G0W0 corrects the levels of a simpler band calculation one by one, and each correction costs effort. If some are known for GaAs, how well can the others be estimated from their PBE0 levels alone? The test here is three levels at (0.1667, -0.5): the top filled band v1 and the two lowest empty bands c1 and c2.

GaAs, 2 atoms in the cell, built as zincblende, space group F-43m (216), conventional a = 5.666 Å, 22.74 Å³ an atom. One-shot G0W0 at finite bands, cutoff and k mesh (short of the basis limit), each kind of level from its own valence top. Ansatz 0.2.0, plane-wave PAW, no spin polarisation, cell relaxed with r2SCAN; starting functional PBE0; cutoff 420 eV; k mesh 6×6×6; fixed occupations.

| band | b (fraction of the reciprocal vector) | c (fraction of the reciprocal vector) | kohn sham level (eV) | quasiparticle level (eV) | exchange less vxc (eV) | correlation (eV) | renormalisation |
| --- | --- | --- | --- | --- | --- | --- | --- |
| v2 | 0 | 0 | 0.000 | 0.000 | -0.925 | 0.826 | 0.80500 |
| v1 | 0 | 0 | 0.000 | 0.000 | -0.925 | 0.826 | 0.80500 |
| c1 | 0 | 0 | 1.953 | 1.803 | 3.567 | -3.815 | 0.81400 |
| c2 | 0 | 0 | 5.197 | 4.884 | 3.661 | -4.073 | 0.80300 |
| v2 | 0 | 0.1667 | -0.406 | -0.401 | -0.998 | 0.904 | 0.80300 |
| v1 | 0 | 0.1667 | -0.406 | -0.401 | -0.998 | 0.904 | 0.80300 |
| c1 | 0 | 0.1667 | 3.043 | 2.824 | 3.514 | -3.830 | 0.81100 |
| c2 | 0 | 0.1667 | 5.786 | 5.457 | 3.783 | -4.210 | 0.79700 |
| v2 | 0 | 0.3333 | -1.011 | -0.995 | -1.160 | 1.077 | 0.79900 |
| v1 | 0 | 0.3333 | -1.011 | -0.995 | -1.160 | 1.077 | 0.79900 |
| c1 | 0 | 0.3333 | 2.592 | 2.358 | 3.401 | -3.734 | 0.81400 |
| c2 | 0 | 0.3333 | 6.217 | 5.869 | 3.832 | -4.279 | 0.79500 |
| v2 | 0 | -0.5 | -1.249 | -1.231 | -1.233 | 1.152 | 0.79700 |
| v1 | 0 | -0.5 | -1.249 | -1.231 | -1.233 | 1.152 | 0.79700 |
| c1 | 0 | -0.5 | 2.359 | 2.123 | 3.346 | -3.680 | 0.81500 |
| c2 | 0 | -0.5 | 6.134 | 5.783 | 3.776 | -4.225 | 0.79800 |
| v2 | 0.1667 | 0.1667 | -1.090 | -1.072 | -1.141 | 1.060 | 0.79900 |
| v1 | 0.1667 | 0.1667 | -1.090 | -1.072 | -1.141 | 1.060 | 0.79900 |
| c1 | 0.1667 | 0.1667 | 3.924 | 3.638 | 3.483 | -3.868 | 0.80900 |
| c2 | 0.1667 | 0.1667 | 4.547 | 4.254 | 3.636 | -4.028 | 0.80500 |
| v2 | 0.1667 | -0.5 | -2.837 | -2.765 | -1.498 | 1.473 | 0.78500 |
| v1 | 0.1667 | -0.5 | ? | ? | ? | ? | ? |
| c1 | 0.1667 | -0.5 | ? | ? | ? | ? | ? |
| c2 | 0.1667 | -0.5 | ? | ? | ? | ? | ? |

The kohn sham level is the PBE0 start, and the quasiparticle level is the G0W0 result. Each is counted from its own valence top, so only changes relative to that top have a meaning. The first coordinate, which is not printed, is zero in every row, so the rows at (0, 0) are Γ and those at (0, -0.5) are L.

Every known empty level comes down, and every known filled level below the top goes up. At these settings, G0W0 thus squeezes the PBE0 spectrum towards the valence top. The squeeze is what remains of two large opposing terms. At Γ, full exchange in place of PBE0's exchange-correlation potential widens the gap by 4.49 eV, and correlation, which contains the screening, narrows it by 4.64 eV.

The same contest lies behind a second trend: distant levels mostly move more, though c1 at (0, 0.1667) lies above c1 at L and falls less. From c1 to c2 at L, the exchange term rises by 0.430 eV, while the correlation term falls by 0.545 eV. Correlation wins by 0.115 eV, and c2 comes down that much further than c1. In the valence band the signs are reversed: exchange pushes the deepest known level down relative to the top, and correlation more than makes up for it.

Theory offers a reason why correlation wins here. Exchange pulls levels down, and the pull tends to weaken from the deep filled levels to the high empty ones, so it widens both the gap and the bands. In a solid the other electrons screen this pull, and in GaAs they leave roughly a tenth of it at long range. PBE0 keeps a fixed quarter at every distance, so its spectrum is expected to start out too wide, and G0W0 takes some of the width back. By this argument, a start with too little exchange would have its gap widened instead. The table has only one starting functional and can't test that.

The simplest rule with this behaviour makes the change linear in the PBE0 level E, in eV:

- filled levels: change = −0.022 E
- empty levels: change = −0.276 − 0.032 (E − 4)

It was fitted to the known rows without the duplicate v1 levels, the valence top, which is zero by definition, and c1 at Γ. By symmetry that last state has no p character, whereas c1 away from Γ can mix some in.

For the three withheld levels, the forecast is that v1 rises by 0.02 to 0.07 eV, c1 falls by 0.20 to 0.30 eV, and c2 falls by 0.25 to 0.35 eV, more than c1. Once the PBE0 level is given, the rule's own value is the forecast, within ±0.02 eV for v1 and ±0.04 eV for c1 and c2. These margins are judgements. The valence slope leans on one deep level, and the orbital character of a state may shift its level by hundredths of an eV.

The withheld rows as computed:

| band | b (fraction of the reciprocal vector) | c (fraction of the reciprocal vector) | kohn sham level (eV) | quasiparticle level (eV) | exchange less vxc (eV) | correlation (eV) | renormalisation |
| --- | --- | --- | --- | --- | --- | --- | --- |
| v1 | 0.1667 | -0.5 | -1.792 | -1.763 | -1.360 | 1.290 | 0.79400 |
| c1 | 0.1667 | -0.5 | 3.716 | 3.425 | 3.454 | -3.844 | 0.81000 |
| c2 | 0.1667 | -0.5 | 5.968 | 5.601 | 3.809 | -4.275 | 0.79600 |

Take c2, which was not part of the fit. Its PBE0 level of 5.968 eV gives a change of −0.276 − 0.032 × 1.968 ≈ −0.34 eV, and so a G0W0 level of 5.63 eV. The calculation gives 5.601 eV, within the margin.

The range stated for c2 beforehand did fail, because the level fell by 0.367 eV. That range was too tight from the start, since c2 at L already falls by 0.351 eV. No known level falls as far as this one, although two lie higher, so energy alone does not settle the change. Orbital character may account for the rest, but the table doesn't list it.

The other two levels fell within both their ranges and their margins. v1 rose by 0.029 eV and c1 dropped by 0.291 eV. A rigid shift of all empty levels by the average change of the fitted ones would have matched c1 almost exactly, but it would have missed c2 by 0.08 eV.

In practice, a linear rule like this can fill in levels of the fitted bands between computed ones at the same settings, here to within a few hundredths of an eV. The band edge itself should be computed. The rule would lower c1 at Γ by 0.21 eV, but the calculation lowers it by only 0.15 eV. Because c1 at L drops further, the step from Γ up to L shrinks from 0.41 to 0.32 eV, a change that no rigid shift can give, though one so small needs a converged run to confirm it.

The gap itself needs more care. There is no convergence series here to show how far it lies from the basis limit. In the data makers' tests on other systems, gaps from runs of this kind fell short by 6 to 9 % in the median. If the same held for GaAs, the shortfall would be 0.12 to 0.18 eV. That is comparable to the lowering of the gap from PBE0, so a converged calculation might not lower it at all, and the other empty levels would be expected to shift as well. The run also carries a warning that its exchange mesh is coarse. A further caution, that a filled d shell may make the gap lie low, comes from the data makers' tests on other systems and not from this run. Before the gap is compared with experiment, the empty bands, the cutoffs, the k mesh and the exchange mesh need converging, and spin-orbit coupling must be added. The printed analysis below gives the fit, its typical and worst misses, and the miss of each row left out of it.

Numerical output:

```
fit of shift on 14 rows (use): coefficient of ev -0.02208 +/- 0.0032, coefficient of cb -0.2763 +/- 0.0039, coefficient of ec -0.0323 +/- 0.0026; rms 0.00982, worst c1 -0.0264, leave-one-out rms 0.0143
  rows outside the fit (model, value, miss): v2 0, 0, 0; v1 0, 0, 0; c1 -0.2101, -0.15, -0.0601; v1 0.008964, 0.005, 0.00396; v1 0.02232, 0.016, 0.00632; v1 0.02758, 0.018, 0.00958; v1 0.02406, 0.018, 0.00606; v1 0.03956, 0.029, 0.0106; c1 -0.2671, -0.291, 0.0239; c2 -0.3398, -0.367, 0.0272
PBE0 gap at Gamma, eV: 1.953
G0W0 gap at Gamma, eV: 1.803
change of the Gamma gap, eV: -0.15
exchange part of the Gamma gap change, eV: 4.492
correlation part of the Gamma gap change, eV: -4.641
change of c1 at L, eV: -0.236
L above Gamma for c1 in PBE0 and in G0W0, eV: 0.406, 0.32
gap shortfall if 6 or 9 percent of the basis limit, eV: 0.1151, 0.1783
change of the deepest readable valence level, eV: 0.072
stretch prediction less value for c1 at Gamma, eV: -0.06015
rigid conduction shift, eV: -0.2899
rms miss of the rigid shift on fitted conduction rows, eV: 0.04744
rms miss of the stretch on the same rows, eV: 0.01095
withheld v1 c1 c2: PBE0 levels, eV: -1.792, 3.716, 5.968
withheld v1 c1 c2: predicted G0W0 levels, eV: -1.752, 3.449, 5.628
withheld v1 c1 c2: computed G0W0 levels, eV: -1.763, 3.425, 5.601
withheld v1 c1 c2: prediction less value over error bar: 0.5282, 0.5979, 0.6797
withheld v1 c1 c2: rigid shift prediction less value, eV: -0.029, 0.001111, 0.07711
```
